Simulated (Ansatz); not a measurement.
# A series in volume scale on SrMg₃

Results calculated with Ansatz 0.2.0, not measured. Free energy against uniform scaling of the volume at fixed shape and fractions; periodic cell, basis, potentials, k mesh and filling as listed.

The cell before it is scaled or strained (space group Pm-3m, No. 221):
```
CELL_PARAMETERS angstrom
4.94250 0.00000 0.00000
0.00000 4.94250 0.00000
0.00000 0.00000 4.94250
ATOMIC_POSITIONS crystal
Sr 0.00000 0.00000 0.00000
Mg 0.50000 0.50000 0.00000
Mg 0.50000 0.00000 0.50000
Mg 0.00000 0.50000 0.50000
```

Settings of every row: functional r2SCAN; dispersion none; potentials PAW; wave cutoff 650 eV; density cutoff 2600 eV; k mesh 5x5x5; k shift 0x0x0; occupations methfessel paxton; smearing width 0.1 eV; spin none.

Limits: coarse k mesh, up to 40 meV an atom off; the cell comes from a prototype or a list of computed structures and needn't be the stable phase.

| row | volume scale | V (Å³/atom) | energy above lowest point (meV/atom) |
| --- | --- | --- | --- |
| 1 | 0.88 | 26.562 | 46.8 |
| 2 | 0.92 | 27.769 | ? |
| 3 | 0.96 | 28.977 | 5 |
| 4 | 1 | 30.184 | 0 |
| 5 | 1.04 | 31.392 | 3.2 |
| 6 | 1.08 | 32.599 | 13.1 |
| 7 | 1.12 | 33.806 | 28.6 |

Question: what energy above lowest point should row 2 give?

Worked fit of energy above lowest point. Take u = (V_r/V)^(2/3) − 1 with V_r = 30.788 Å³ an atom, which is twice the finite (Eulerian) strain; such expansions in the strain, on which the Birch-Murnaghan equation of state is built, carry the rest volume and the bulk modulus. The shown rows have u = 0.10344, 0.04124, 0.0133, -0.01287, -0.03739, -0.06044. Least squares give energy above lowest point = 0.67 − 123.7 × u + 5564.3 × u² − 555 × u³ meV/atom; a parabola predicts inner rows, each left out in turn, worse (root mean square 0.091 against 0.018 meV/atom). All shown rows lie on it to the printed digit. Its lowest point lies at u = 0.0111, or V = 30.28 Å³ an atom, and the curvature there gives the bulk modulus at fixed shape and fractions, B = (4/9)(1 + u)² E″(u)/V = 26.7 GPa. The withheld row has u = 0.07123, so the fit gives 0.67 − 123.7 × (0.07123) + 5564.3 × (0.07123)² − 555 × (0.07123)³ = 19.9 meV/atom.

The calculation gave 19.9 meV/atom. The fit meets it to the printed digit.
